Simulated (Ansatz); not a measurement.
# ScIr: energy above lowest point against volume scale

Free energy against uniform scaling of the volume at fixed shape and fractions; periodic cell, basis, potentials, k mesh and filling as listed. The results are calculated, by Ansatz 0.2.0.

The cell before it is scaled or strained (space group Pm-3m, No. 221):
```
ScIr
1.0
      3.2060     0.0000     0.0000
      0.0000     3.2060     0.0000
      0.0000     0.0000     3.2060
Sc Ir
1 1
Direct
  0.50000 0.50000 0.50000
  0.00000 0.00000 0.00000
```

Settings of every row: functional PBEsol; dispersion none; potentials all-electron LAPW; k mesh 9x9x9; k shift 0x0x0; occupations cold; smearing width 0.01 eV; spin none; basis error target 0.0005 eV/atom; SCF threshold exponent -6.

Limits: coarse k mesh, up to 40 meV an atom off; no spin-orbit coupling, which can matter with elements this heavy.

| row | volume scale | V (Å³/atom) | energy above lowest point (meV/atom) |
| --- | --- | --- | --- |
| 1 | 0.94 | 15.488 | 18.4 |
| 2 | 0.97 | 15.982 | 0 |
| 3 | 1 | 16.476 | ? |
| 4 | 1.03 | 16.971 | 16.4 |
| 5 | 1.06 | 17.465 | 46 |

Question: what energy above lowest point should row 3 give?

Worked fit of energy above lowest point. Take u = (V_r/V)^(2/3) − 1 with V_r = 16.477 Å³ an atom, which is twice the finite (Eulerian) strain; such expansions in the strain, on which the Birch-Murnaghan equation of state is built, carry the rest volume and the bulk modulus. The shown rows have u = 0.04213, 0.02054, -0.0195, -0.03808. Least squares give energy above lowest point = 0.26 − 427.4 × u + 20348 × u² meV/atom; a straight line predicts inner rows, each left out in turn, worse (root mean square 19 against 0.17 meV/atom). The rows lie off it by 0.0, -0.1, 0.1, 0.0. Its lowest point lies at u = 0.0105, or V = 16.22 Å³ an atom, and the curvature there gives the bulk modulus at fixed shape and fractions, B = (4/9)(1 + u)² E″(u)/V = 182 GPa. The withheld row has u = 4e-05, so the fit gives 0.26 − 427.4 × (4e-05) + 20348 × (4e-05)² = 0.2 meV/atom.

The calculation gave 0.3 meV/atom. The fit lies 0.1 meV/atom (0.22 % of the column's range) below it, one unit of the last digit.
